**Q:** I need the low levels of Re⁴⁺ and have run the 5d shell three ways, with CASSCF and with single-state (SS) and multi-state (MS) CASPT2 on top, each followed by spin-orbit coupling. Which of these should I use?

Energy levels of Re⁴⁺ from state-averaged CASSCF and CASPT2 (IPEA shift 0.25 Ha, imaginary shift 0.1 Ha) in OpenMolcas 26.06, with X2C, ANO-R1 and a finite nucleus; the active shell is in brackets. Spin-orbit coupling is by state interaction with atomic mean-field integrals. Levels are matched to NIST's by configuration, term and J, and counted from the measured ground level.

| level | measured (cm⁻¹) | CASSCF (5d) less measured (cm⁻¹) | MS-CASPT2 (5d) less measured (cm⁻¹) | SS-CASPT2 (5d) less measured (cm⁻¹) |
| --- | --- | --- | --- | --- |
| 5d3 4F 3/2 | 0 | 0 | 0 | 0 |
| 5d3 4F 5/2 | 4853 | 140 | 450 | 400 |
| 5d3 4F 7/2 | 8973 | 570 | 830 | 780 |
| 5d3 4F 9/2 | 11914 | 1140 | 1140 | 1060 |
| 5d3 4P 1/2 | 14325 | 3020 | 1500 | 1920 |
| 5d3 2G 7/2 | 19013 | 2850 | 1890 | 1830 |
| 5d3 2H 9/2 | 19967 | 2570 | 2220 | 1910 |
| 5d3 4P 5/2 | 20922 | 2930 | 1760 | 1760 |
| 5d3 2P 1/2 | 23669 | 5050 | 2600 | 3750 |
| 5d3 2H 11/2 | 27077 | 3440 | 2990 | 2480 |
| 5d3 2D(1) 5/2 | 28739 | 4810 | 2600 | 2380 |
| 5d3 2P 3/2 | 32766 | 5780 | 3060 | 4080 |
| 5d3 2F 5/2 | 34162 | 6550 | 3700 | 3620 |
| 5d3 2F 7/2 | 34625 | 6330 | 3670 | 3620 |
| 5d3 2D(2) 5/2 | 52467 | 8700 | 4340 | 4420 |

**A:** Read first what an entry contains. A row is a level $^{2S+1}L_J$ of 5d³, with (1) and (2) for the lower and upper ²D term, and the last three columns are computed less measured energy. All energies count from ⁴F$_{3/2}$, so an error in that level enters every row. All 14 excited levels lie too high with every method, on average by 14.6 % of the measured energy for CASSCF, 9.9 % for MS and 10.1 % for SS.

**Q:** So CASPT2 removes only a third of the error. Why not more?

**A:** Because a level has two ingredients, CASPT2 acts on only one of them, and even there it stops short. Within one d shell the Hamiltonian is the Coulomb repulsion, fixed by the Racah parameters $B$ and $C$, plus the spin-orbit term with one constant $\zeta$:

$$H = B\,\hat V_B + C\,\hat V_C + \zeta\sum_i \mathbf{l}_i\cdot\mathbf{s}_i ,$$

where $\hat V_B$ and $\hat V_C$ are fixed angular matrices. CASPT2 replaces the spin-free term energies, while the spin-orbit matrix elements still come from the CASSCF orbitals. I diagonalised this $H$ for each $J$ and fitted the three constants to the 14 excited rows, for the measured energies and for each method in turn; the printed output follows this exchange.

Take ²H$_{11/2}$, the only $J=11/2$ level of d³, which has nothing to mix with. Its $M_J=11/2$ state is the single determinant $(2^+,2^-,1^+)$, so $\sum m_l m_s = 1-1+\tfrac12$ and the shift from the term is $+\zeta/2$. With $\Delta$ the amount by which spin-orbit coupling lowers the ground level below the ⁴F term,

$$E(^2\mathrm{H}_{11/2}) = E(^2\mathrm{H}) + \zeta/2 + \Delta .$$

The CASSCF run gives the term at 17877 and $\Delta = 10707$ cm⁻¹, and the fit gives $\zeta = 3913$ cm⁻¹:

$$17877 + 1957 + 10707 = 30541\ \mathrm{cm^{-1}}, \qquad \text{table: } 27077 + 3440 = 30517\ \mathrm{cm^{-1}} .$$

The row was part of the fit for $\zeta$, and CASSCF in one shell is nearly this model by construction, so the agreement only confirms the book-keeping. The lesson is that about two fifths of this level's energy is of spin-orbit origin.

**Q:** And MS-CASPT2 gains only 450 cm⁻¹ on that row.

**A:** The same sum shows why. The ²H term falls by 876 cm⁻¹, but $\Delta$ grows by 435, which leaves a net fall of 441 with $\zeta$ unchanged. Most terms fall by a larger fraction, and the reason is standard physics. CASSCF keeps the three electrons in fixed orbitals inside a rigid core, so their repulsion is unscreened; letting them avoid each other and polarise the 5s5p shell broadly helps most the terms in which they repel most, and the spectrum contracts. The rule is only a rough one: ²P and ²H have the same energy in CASSCF, yet fall by 3461 and 876 cm⁻¹.

The ⁴P term, which lies $15B$ above ⁴F, measures that contraction: $B$ drops from 841 to 748 cm⁻¹. The fit to the measured levels wants about 700. The CASPT2 reference weights of 0.96 to 0.97 give no sign of intruder states, so the step looks like a regular correction that stops short.

**Q:** Then what makes up the remaining 10 %?

**A:** In the fits, two parts of equal size. Against the fit to the measured levels, CASSCF has $B$ too large by 23 %, $C$ by 18 % and $\zeta$ by 12 %. Swapping one ingredient at a time, the rows above ⁴F owe about two thirds of the CASSCF error to repulsion and one third to $\zeta$.

MS-CASPT2 brings $B$ and $C$ to 10 % and 8 % too large and leaves $\zeta$ at 10 %. Repulsion and spin-orbit coupling then each add about 1400 cm⁻¹ to the rows above ⁴F. Treat the split as approximate, since the three-constant model misses the measured levels by about 500 cm⁻¹ rms and the MS levels by 575, far above the rounding of the table.

Since $H$ is linear in the three constants, a common excess stretches the whole spectrum by one factor. The MS errors indeed all lie between 8.3 and 11.1 % of the measured energy, whereas those of CASSCF run from 2.9 to 21.3 %. MS-CASPT2 has the shape of the spectrum nearly right and the scale wrong.

**Q:** Is that a failure of CASPT2?

**A:** These runs don't test it, so I have only guesses. For the repulsion, the correlation covers 5s, 5p and 5d but not 4f, although the 4f orbital energy lies between those of 5s and 5p, and the basis has no g functions; both would leave screening incomplete. For $\zeta$, the candidates are the uncorrelated 5d orbitals, their missing response to spin-orbit coupling and the mean-field integrals, and nothing here tells them apart. What the fits do suggest is that better term energies alone would leave about half of the MS error in place.

**Q:** One row bothers me. For ⁴F$_{5/2}$ CASSCF is off by 140 cm⁻¹ and MS-CASPT2 by 450. The cheaper method wins.

**A:** It wins there and for ⁴F$_{7/2}$, and probably by cancellation. In first order ⁴F follows $\tfrac{A}{2}[J(J+1)-L(L+1)-S(S+1)]$ with $A=\zeta/3$, which puts $J=3/2$ at $-2\zeta$ and gives intervals of 5:7:9. The measured intervals go as 5:4.2:3.0, so mixing with doublets is strong and the labels are nominal. For CASSCF $2\zeta$ is 7826 cm⁻¹, and the other 2881 cm⁻¹ of $\Delta$ comes from that mixing.

Among the terms of d³, ⁴F$_{3/2}$ couples directly only to ²D, since the operator changes $L$ by at most one. CASPT2 lowers ²D(1) by 15 %, alike in SS and MS, and a second-order push grows as its denominator shrinks; this gives the sign of the change in $\Delta$, not its size. The ground level sinks, ⁴F$_{5/2}$, 96 % pure, follows little, and the interval widens. ⁴F$_{9/2}$ mixes heavily with the falling ²G term and sinks along, which fits its unchanged error.

On this argument CASSCF has $\zeta$ too large, which widens the interval, and doublets too high, which narrows it. Two cautions apply. The three-constant fit does not reproduce the larger $\Delta$ of MS (10829 against 11141 cm⁻¹), and it places ⁴F$_{5/2}$ of the measured spectrum about 250 cm⁻¹ too low. CASPT2 also spreads the ⁴F components over 405 cm⁻¹ in MS before they are averaged, as much as the effect itself.

**Q:** SS has the smaller error for both ²H rows. Does that count in its favour?

**A:** No, look at ²P$_{1/2}$ beside them: 3750 cm⁻¹ for SS against 2600 for MS. With one set of Slater integrals ²P and ²H of d³ are exactly degenerate, both at $9B+3C$, and CASSCF returns them at the same energy. Any mixture of degenerate roots is an equally valid CASSCF solution. SS corrects each root as it comes, whereas MS diagonalises an effective Hamiltonian among the roots and can sort them out again.

The outputs show this. Against MS, SS has ²P higher by 1683 cm⁻¹ and ²H lower by 459, and with 3 and 11 orbital components these cancel, $3\times1683 = 11\times459$. The total correlation energy is the same and only its sharing differs, so the better ²H of SS is paid for by ²P. The warning about split components belongs here, for the ²H components of SS spread over 964 cm⁻¹. ⁴P$_{1/2}$ can mix only with ²P$_{1/2}$ and inherits the worse SS value; in the remaining rows SS and MS differ by at most 220 cm⁻¹, less than the spreads, and shouldn't be ranked.

The measured levels do want ²P below ²H: the three-constant model puts ²P$_{1/2}$ and ²P$_{3/2}$ too high by 1069 and 832 cm⁻¹ and ²H$_{11/2}$ too low by 741, its three worst rows. An added term $\alpha L(L+1)$ removes much of this, with a value between those of SS and MS. It trades against $B$ and $C$, so it doesn't settle whether the MS splitting is too wide.

**Q:** What should I run, then, for what purpose?

**A:** For the order of these levels CASSCF is enough, since no method swaps any pair of the rows. None of the three contains levels of other configurations, such as 5d²6s, which need a larger active space. For positions across the spectrum take MS-CASPT2 and expect about 10 % too high. Dividing by 1.096 leaves 272 cm⁻¹ rms, against 486 for SS and 602 for CASSCF with their own best factors. That factor is fitted to these same rows and is no constant of the method.

For finer aims the steps are as large as the target or larger. The change of $\Delta$ from CASSCF to MS exceeds 1 kcal/mol (350 cm⁻¹) and is twice $kT$ at room temperature, which matters for any energy referred to the ground level. A magnetic-dipole rate goes as the cube of the energy, so the energy error alone inflates the ⁴F$_{5/2}$ decay by a factor 1.09 in CASSCF and 1.30 in MS unless measured energies are put in. No method here identifies a line by its position.

**Q:** And the cost?

**A:** By scaling only. CASSCF handles 10 quartet and 40 doublet states in five orbitals, which is trivial. CASPT2 solves for pair excitations into the virtual orbitals root by root and dominates the work; MS adds the couplings between roots, whose number grows as the square of the number of roots, and one small matrix. With only five active orbitals this should be a modest extra, which the ²P and ²H rows justify. Correlating 4f would raise the electron count from 11 to 25 and the number of pairs about fivefold, before g functions enlarge the virtual space. To judge another ion, ask what share of each level is spin-orbit energy, because CASPT2 on the terms leaves the spin-orbit matrix elements as they were.

Printed output of the fit:

```
Pairing from CASSCF fit: 2P 3/2 is root 4 of 5, 2H 9/2 root 2 of 3; errors rounded to 10 cm-1
level | error % CASSCF MS SS | MS-CASSCF, SS-MS cm-1 | model-measured cm-1, 3 and 4 par | weight of named LS
4F 5/2    |   2.9   9.3   8.2 |   310   -50 |  -251  -172 | 0.96
4F 7/2    |   6.4   9.2   8.7 |   260   -50 |  -364  -246 | 0.89
4F 9/2    |   9.6   9.6   8.9 |     0   -80 |  -375  -203 | 0.67
4P 1/2    |  21.1  10.5  13.4 | -1520   420 |   265   116 | 0.76
2G 7/2    |  15.0   9.9   9.6 |  -960   -60 |  -100    75 | 0.87
2H 9/2    |  12.9  11.1   9.6 |  -350  -310 |  -500     5 | 0.58
4P 5/2    |  14.0   8.4   8.4 | -1170     0 |  -516  -573 | 0.92
2P 1/2    |  21.3  11.0  15.8 | -2450  1150 |  1069   656 | 0.76
2H 11/2   |  12.7  11.0   9.2 |  -450  -510 |  -741    38 | 1.00
2D(1) 5/2 |  16.7   9.0   8.3 | -2210  -220 |   209  -123 | 0.91
2P 3/2    |  17.6   9.3  12.5 | -2720  1020 |   832   315 | 0.58
2F 5/2    |  19.2  10.8  10.6 | -2850   -80 |   182   417 | 0.88
2F 7/2    |  18.3  10.6  10.5 | -2660   -50 |   112   392 | 0.96
2D(2) 5/2 |  16.6   8.3   8.4 | -4360    80 |  -465  -739 | 0.87
CASSCF: mean error 3849 (4F 617, rest 4730), worst 8700 2D(2) 5/2, mean 14.6 %, scale 1.168, rms after scaling 602, swapped pairs 0
MS: mean error 2339 (4F 807, rest 2757), worst 4340 2D(2) 5/2, mean 9.9 %, scale 1.096, rms after scaling 272, swapped pairs 0
SS: mean error 2429 (4F 747, rest 2888), worst 4420 2D(2) 5/2, mean 10.1 %, scale 1.100, rms after scaling 486, swapped pairs 0
fit measured: B 681 C 2896 zeta 3497 cm-1, rms 509, worst 1069 2P 1/2
fit measured: B 705 C 2760 zeta 3500 alpha 48 cm-1, rms 368, worst -739 2D(2) 5/2
fit CASSCF: B 837 C 3412 zeta 3913 cm-1, rms 45, worst -86 2G 7/2
fit CASSCF: B 839 C 3404 zeta 3913 alpha 3 cm-1, rms 40, worst -76 2G 7/2
fit MS: B 750 C 3115 zeta 3859 cm-1, rms 575, worst -1211 2H 11/2
fit MS: B 789 C 2900 zeta 3861 alpha 75 cm-1, rms 172, worst -322 2D(2) 5/2
fit SS: B 751 C 3051 zeta 3926 cm-1, rms 291, worst 751 2D(1) 5/2
fit SS: B 767 C 2966 zeta 3925 alpha 29 cm-1, rms 195, worst 546 2D(1) 5/2
CASSCF: B,C,zeta over measured fit [1.229 1.178 1.119]; mean shift 4F/rest from B,C -46/3212, from zeta 1003/1563
   ground lowering run 10707 (less CASSCF 0) model 10771; 4F intervals [4993. 4550. 3511.]; cube of 4F 5/2 energy ratio 1.09
MS: B,C,zeta over measured fit [1.102 1.075 1.103]; mean shift 4F/rest from B,C -18/1388, from zeta 873/1358
   ground lowering run 11141 (less CASSCF 435) model 10829; 4F intervals [5303. 4500. 3251.]; cube of 4F 5/2 energy ratio 1.30
SS: B,C,zeta over measured fit [1.103 1.053 1.122]; mean shift 4F/rest from B,C -13/1257, from zeta 1034/1613
   ground lowering run 11088 (less CASSCF 381) model 11098; 4F intervals [5253. 4500. 3221.]; cube of 4F 5/2 energy ratio 1.27
measured 4F intervals [4853. 4120. 2941.] cm-1, ratios [5.   4.24 3.03] against Lande 5:7:9
term change MS less CASSCF, cm-1: 4P -1390, 2G -1500, 2P -3461, 2H -876, 2D(1) -2948, 2F -3165, 2D(2) -4970
term ratio MS/CASSCF: 4P 0.890, 2G 0.891, 2P 0.806, 2H 0.951, 2D(1) 0.850, 2F 0.896, 2D(2) 0.897
CASSCF: 2H-2P 0, weighted 2P/2H mean 17877.2, B from 4P 841, B from 2F-2G 834 cm-1
MS: 2H-2P 2585, weighted 2P/2H mean 16447.4, B from 4P 748, B from 2F-2G 751 cm-1
SS: 2H-2P 443, weighted 2P/2H mean 16447.5, B from 4P 748, B from 2F-2G 751 cm-1
term SS less MS: 2P 1683, 2H -459; kT at 298 K 207, 1 kcal/mol 350 cm-1
```
